**Question: how do the terms of the GAPW Hartree energy add up for all-electron water?**

I want to see the Hartree part of the Gaussian and augmented-plane-wave (GAPW) method at work with numbers. Charge is counted in units of $e$, with electrons positive and nuclei negative. I write $(a|b)=k\iint a(\mathbf r)\,b(\mathbf r')/|\mathbf r-\mathbf r'|$ with $k=e^2/4\pi\varepsilon_0=14.399645$ eV Å, $E_H[a]=\tfrac12(a|a)$, and $V_H[a]$ for the potential of $a$. The formula I have is

$$E_H[n+n^Z]=E_H[\tilde n+\tilde n^0]+\sum_A\Big(E_H[n_A+n^Z_A]-E_H[\tilde n_A+n^0_A]\Big)+E_H[n^0]-E_H[\tilde n^0]+\int V_H[n^0-\tilde n^0]\,\tilde n\,d^3r ,$$

for $n=\tilde n+\sum_A(n_A-\tilde n_A)$, $n^0=\sum_A n^0_A$ and $\tilde n^0=\sum_A\tilde n^0_A$.

My toy molecule is isolated water with an approximate geometry, $R_{\rm OH}=R=0.96$ Å and $R_{\rm HH}=D=1.52$ Å, and point nuclei $n^Z_{\rm O}=-8\,\delta$, $n^Z_{\rm H}=-\delta$. All densities are built from normalised Gaussians $g_w(r)=\pi^{-3/2}w^{-3}e^{-r^2/w^2}$ on the nuclei, with illustrative parameters:

- soft density $\tilde n$: $6.6\,g_{0.50}$ on O and $0.6\,g_{0.50}$ on each H;
- hard parts $h_A=n_A-\tilde n_A$: $2\,g_{0.08}$ on O (the 1s core) and $0.1\,g_{0.15}$ on each H;
- compensation shapes: $w_0=0.20$ Å for $n^0_A$, and $\tilde w_0=0.50$ Å for $\tilde n^0_A$.

Widths are in Å. (a) What are the compensation charges? (b) What is each term in eV? (c) Does the sum equal the directly computed electrostatic energy? (d) What is lost if I use the soft shape as the only compensation, or miss a dipole? (e) What changes in a periodic cubic cell of 10 Å?

**Answer**

The decomposition goes back to Lippert, Hutter and Parrinello (1999), and its all-electron use to Krack and Parrinello (2000). Its left side is the whole classical electrostatic energy: electron–electron Hartree, electron–nucleus and nucleus–nucleus. With point nuclei the self-energy $E_H[n^Z_A]$ is infinite. It occurs once per atom on each side, and it is dropped from both; a prime on $E_H$ marks this below.

**Why the formula holds**

Each atom has a region $U_A$, and the regions do not overlap. Three conditions are needed: $h_A$ and $n^0_A$ vanish outside $U_A$; $\tilde n_A=\tilde n$ inside $U_A$; and $n^0_A$ has all the multipole moments of $h_A+n^Z_A$ about nucleus $A$. Define

$$\Delta_A=h_A+n^Z_A-n^0_A,\qquad n+n^Z=(\tilde n+n^0)+\sum_A\Delta_A .$$

$\Delta_A$ lies in $U_A$ and has no multipoles, so its potential is zero outside $U_A$. Expanding the quadratic form, the cross terms $(\Delta_A|\Delta_B)$ vanish for $A\ne B$. In $(\tilde n+n^0|\Delta_A)$ only the charge inside $U_A$ counts, and there $\tilde n+n^0=\tilde n_A+n^0_A$. Therefore

$$E_H'[n+n^Z]=E_H[\tilde n+n^0]+\sum_A\Big[(\tilde n_A+n^0_A|\Delta_A)+E_H'[\Delta_A]\Big].$$

Since $\tilde n_A+n^0_A+\Delta_A=n_A+n^Z_A$, each bracket equals $E_H'[n_A+n^Z_A]-E_H[\tilde n_A+n^0_A]$.

The first term is not yet fit for a grid, because $n^0_A$ must be narrow to stay in $U_A$. The Fourier transform of $g_w$ is $e^{-G^2w^2/4}$, so a self-energy integrand carries $e^{-G^2w^2/2}$. Reducing this factor to $10^{-8}$ takes a density cutoff $\hbar^2G^2/2m_e$ of 0.56 keV for $w=0.50$ Å, 3.5 keV for $w=0.20$ Å and 22 keV for the core. One therefore swaps $n^0$ for $\tilde n^0$. From $E_H[\tilde n+x]=E_H[\tilde n]+(\tilde n|x)+E_H[x]$, taken for $x=n^0$ and $x=\tilde n^0$ and subtracted,

$$E_H[\tilde n+n^0]=E_H[\tilde n+\tilde n^0]+E_H[n^0]-E_H[\tilde n^0]+(n^0-\tilde n^0|\tilde n).$$

This last step is an identity for any $\tilde n^0$. Giving $\tilde n^0_A$ the multipoles of $n^0_A$ makes $\tilde n+\tilde n^0$ neutral and $V_H[n^0-\tilde n^0]$ short-ranged, but $\tilde n^0_A$ may spill over the neighbouring atoms.

**(a) Compensation charges**

All hard parts are spherical about their nucleus, so only monopoles are needed:

$$Q_{\rm O}=2-8=-6,\qquad Q_{\rm H}=0.1-1=-0.9,$$

with $n^0_A=Q_A\,g_{0.20}$ and $\tilde n^0_A=Q_A\,g_{0.50}$. The soft density holds 7.8 electrons and the compensation charges sum to $-7.8$. The geometry gives an HOH angle of 104.7°, with the hydrogens $z=\sqrt{R^2-D^2/4}=0.5865$ Å from O along the twofold axis.

**The one integral needed**

Two unit Gaussians interact like a point charge with their convolution, which is a Gaussian with $s=w_1^2+w_2^2$:

$$F(s,r)=k\,\frac{\operatorname{erf}(r/\sqrt s)}{r},\qquad F(s,0)=\frac{2k}{\sqrt{\pi s}} .$$

A nucleus has $w=0$. I write $F_0$, $F_R$, $F_D$ for $r=0,R,D$. All entries are in eV.

| $s$ (Å$^2$) | pair | $F_0$ | $F_R$ | $F_D$ |
|---|---|---|---|---|
| 0 | point–point | | 14.99963 | 9.47345 |
| 0.0064 | O core–nucleus | 203.10324 | | |
| 0.0128 | O core–O core | 143.61568 | | |
| 0.0225 | H hard–nucleus | 108.32173 | | |
| 0.045 | H hard–H hard | 76.59503 | | |
| 0.08 | $n^0$–$n^0$ | 57.44627 | 14.99961 | 9.47345 |
| 0.25 | soft–nucleus | 32.49652 | 14.90031 | 9.47329 |
| 0.2564 | soft–O core | 32.08838 | 14.88959 | |
| 0.2725 | soft–H hard | 31.12602 | 14.86011 | 9.47309 |
| 0.29 | soft–$n^0$ | 30.17226 | 14.82414 | 9.47283 |
| 0.50 | soft–soft | 22.97851 | 14.17678 | 9.45104 |

Unrounded values are carried below, so sums of printed numbers can differ by 0.001 eV.

**(b) The terms**

*Plane-wave term.* Since $\tilde w_0$ equals the soft width, $\tilde n+\tilde n^0$ is $+0.6\,g_{0.50}$ on O and $-0.3\,g_{0.50}$ on each H:

$$T_1=0.27\,F_0(0.5)-0.36\,F_R(0.5)+0.09\,F_D(0.5)=6.204-5.104+0.851=1.951\ \text{eV}.$$

In reciprocal space the same number is $\frac{k}{\pi}\int_0^\infty dG\,\sum_{ij}q_iq_j\,e^{-G^2s/4}\,\frac{\sin GR_{ij}}{GR_{ij}}$ with $s=0.50$ Å$^2$ and the last factor equal to 1 for $i=j$. This is what the grid delivers for an isolated molecule.

*One-centre terms.* A code builds $\tilde n_A$ from functions centred on $A$. Only its values inside $U_A$ enter the difference, so any continuation outside will do, and the simplest is $\tilde n_A=\tilde n$, $n_A=\tilde n+h_A$. Then $E_H[\tilde n]$ cancels and

$$T_{2,A}=E_H'[h_A+n^Z_A]-E_H[n^0_A]+(\tilde n|\Delta_A).$$

For oxygen the pieces are:

- $E_H'[h_{\rm O}+n^Z_{\rm O}]=2F_0(0.0128)-16F_0(0.0064)=-2962.421$ eV
- $-E_H[n^0_{\rm O}]=-18F_0(0.08)=-1034.033$ eV
- own soft charge: $6.6\,[2F_0(0.2564)-8F_0(0.25)+6F_0(0.29)]=-97.428$ eV
- tails of the two H soft charges: $2\times0.6\,[2F_R(0.2564)-8F_R(0.25)+6F_R(0.29)]=-0.574$ eV

so $T_{2,\rm O}=-4094.456$ eV. For one hydrogen, with $B_r=0.1F_r(0.2725)-F_r(0.25)+0.9F_r(0.29)$:

- $E_H'[h_{\rm H}+n^Z_{\rm H}]=0.005F_0(0.045)-0.1F_0(0.0225)=-10.449$ eV
- $-E_H[n^0_{\rm H}]=-0.405F_0(0.08)=-23.266$ eV
- own soft charge: $0.6\,B_0=-1.337$ eV
- neighbours' tails: $6.6\,B_R+0.6\,B_D=-0.479$ eV

so $T_{2,\rm H}=-35.531$ eV, and $-71.063$ eV for both. The coefficients inside each bracket sum to zero, so the $k/r$ parts cancel: the neighbour pieces measure only the soft charge that reaches into $U_A$. They are about half an eV, so a one-centre expansion must represent these tails well.

*Compensation–compensation term.* With $\tfrac12\sum_AQ_A^2=18.81$, $2Q_{\rm O}Q_{\rm H}=10.8$ and $Q_{\rm H}^2=0.81$,

$$T_3=18.81\,[F_0(0.08)-F_0(0.5)]+10.8\,[F_R(0.08)-F_R(0.5)]+0.81\,[F_D(0.08)-F_D(0.5)].$$

The on-site part is 648.339 eV and the two-centre part 8.905 eV, so $T_3=657.243$ eV.

*Soft density in the difference potential.* The weights are products of soft charges and $Q_A$: on site $6.6(-6)+2(0.6)(-0.9)=-40.68$, for O–H $2(6.6)(-0.9)+2(0.6)(-6)=-19.08$, and for H–H $2(0.6)(-0.9)=-1.08$. Each multiplies $F_r(0.29)-F_r(0.5)$. The on-site part is $-292.642$ eV and the two-centre part $-12.375$ eV, so $T_4=-305.017$ eV. It is negative because the narrower compensation charge, of nuclear sign, attracts the electrons more strongly than the broad one.

| term | eV |
|---|---|
| $T_1$, grid | 1.951 |
| $T_{2,\rm O}$ | $-4094.456$ |
| $2T_{2,\rm H}$ | $-71.063$ |
| $T_3$ | 657.243 |
| $T_4$ | $-305.017$ |
| $E_{\rm GAPW}$ | $-3811.341$ |

The grid carries about 2 eV out of 3.8 keV; the rest is atom-centred or short-ranged and analytic. $T_1$ is especially small here because $\tilde n^0$ has exactly the shape of the soft density. No single term has a physical meaning: changing $\tilde w_0$ moves energy among $T_1$, $T_3$ and $T_4$ at fixed sum. The on-site self-energies of $n^0_A$ in $T_3$ cancel those in $T_2$ exactly.

**(c) Direct evaluation**

Without any compensation charge, and with $x=\sum_A(h_A+n^Z_A)$,

$$E_{\rm dir}=E_H[\tilde n]+(\tilde n|x)+E_H'[x].$$

The first piece is $22.14F_0(0.5)+7.92F_R(0.5)+0.36F_D(0.5)=624.427$ eV. The second has the on-site part

$$6.6\,[2F_0(0.2564)-8F_0(0.25)]+1.2\,[0.1F_0(0.2725)-F_0(0.25)]=-1327.510\ \text{eV}$$

and the two-centre part

$$1.2\,[2F_R(0.2564)-8F_R(0.25)]+13.2\,[0.1F_R(0.2725)-F_R(0.25)]+1.2\,[0.1F_D(0.2725)-F_D(0.25)]=-294.608\ \text{eV},$$

in total $-1622.118$ eV. In the third piece the hard charges on different atoms have $r/\sqrt s>5.6$ and interact as point charges $Q_A$ to all digits shown, which gives $10.8\,k/R+0.81\,k/D=169.670$ eV. Adding the on-site values $-2962.421$ eV and $-20.898$ eV gives $-2813.649$ eV. Hence $E_{\rm dir}=-3811.341$ eV, equal to the GAPW sum in all printed digits.

The equality is not exact, since Gaussians have tails. The terms dropped in the derivation are $(n^0_B|\Delta_A)+(n^0_A|\Delta_B)+(\Delta_A|\Delta_B)$ for each pair, and they combine to

$$E_{\rm dir}-E_{\rm GAPW}=\sum_{A<B}\Big[(h_A+n^Z_A|h_B+n^Z_B)-(n^0_A|n^0_B)\Big]=k\sum_{A<B}Q_AQ_B\,\frac{\operatorname{erfc}\big(R_{AB}/\sqrt2\,w_0\big)}{R_{AB}} .$$

For O–H the argument is 3.394 and $\operatorname{erfc}=1.59\times10^{-6}$, so the residual is 0.26 meV; the H–H pair adds nothing visible.

**(d) Two ways to break it**

*One soft compensation only.* Setting $n^0=\tilde n^0$ removes $T_3$ and $T_4$, and the residual formula applies with $w_0=0.50$ Å:

$$10.8\,[k/R-F_R(0.5)]+0.81\,[k/D-F_D(0.5)]=8.905\ \text{eV}.$$

The total comes out as $-3820.246$ eV, too low, because two overlapping broad charges of like sign repel less than the nearly point-like screened nuclei they stand for. This is, to within the 0.26 meV, the two-centre part of $T_3$. It depends strongly on $R$, so forces and bond lengths would suffer as well. With $\tilde n_A$ limited to functions on $A$, the region that such a broad $n^0_A$ covers would also be represented poorly, which adds to this loss. The short O–H bond is what makes two compensation shapes necessary.

*A missed dipole.* Let the O core be displaced by $\delta=0.001$ Å towards the hydrogens while $n^0_{\rm O}$ stays spherical. The uncompensated dipole is $p=2\delta=0.002\ e$Å. The first form of the residual then gives, to first order in $\delta$,

$$E_{\rm dir}-E_{\rm GAPW}=2\,k\,p\,Q_{\rm H}\,\frac{z}{R^3}=-34\ \text{meV},$$

which exceeds $k_BT=26$ meV at 300 K in magnitude. It falls off only as $1/R^2$, while the overlap residual falls off like a Gaussian. A real water density has hard parts with $\ell>0$, for instance from products of tight s and p functions, and $n^0_A$ needs a component $r^\ell Y_{\ell m}e^{-r^2/w_0^2}$ for each.

**(e) Periodic cell**

$T_2$ is atomic. The sum $T_3+T_4=\big(n^0-\tilde n^0\,\big|\,\tilde n+\tfrac12(n^0+\tilde n^0)\big)$ involves a potential that decays like erfc, so images 10 Å away do not contribute. The second factor is neutral, so a constant shift of the potential, such as dropping its $G=0$ component, cancels in this sum though not in $T_3$ or $T_4$ alone. All long-range physics sits in $T_1$, which plays the role of the reciprocal-space part of an Ewald sum:

$$T_1=\frac{2\pi k}{L^3}\sum_{\mathbf G\neq0}\frac{|\rho(\mathbf G)|^2}{G^2},\qquad \rho(\mathbf G)=\int(\tilde n+\tilde n^0)\,e^{-i\mathbf G\cdot\mathbf r}\,d^3r .$$

Because all $\Delta_A$ and $n^0_A-\tilde n^0_A$ are free of multipoles, $\tilde n+\tilde n^0$ carries the full molecular dipole, $\mu=2(0.3)\,z=0.352\ e$Å. For a Gaussian-smeared point dipole along a cube axis, $|\rho|^2=\mu^2G_z^2e^{-G^2w^2/2}$, and cubic symmetry replaces $G_z^2/G^2$ by $1/3$. The sum of $e^{-G^2w^2/2}$ over all $\mathbf G$ equals the integral of the isolated case up to exponentially small terms, so omitting $\mathbf G=0$ shifts the energy by

$$-\frac{2\pi k\mu^2}{3L^3}=-3.7\ \text{meV}\qquad(L=10\ \text{Å}),$$

to leading order, with higher multipoles entering at $L^{-5}$. This image shift is larger than the overlap residual, and it belongs to the boundary conditions, not to the decomposition.

**What the total means**

The value $-3811.341$ eV is the model's. The digits test the bookkeeping, not the molecule: single Gaussians have no nuclear cusp, no bond charge and no lone pairs. The core and valence widths were chosen so that the total lands near the typical size of the classical electrostatic energy of a Hartree–Fock water density, roughly $-3.9$ keV, so the closeness is built in and tests nothing. What carries over to real calculations is the structure: the grid sees only a smooth neutral charge, the keV-sized nuclear terms are one-centre integrals, and the accuracy of the split is set by $\operatorname{erfc}(R/\sqrt2w_0)$, by the completeness of the multipoles in $n^0_A$, and by how well $\tilde n_A$ reproduces $\tilde n$ inside each atomic region.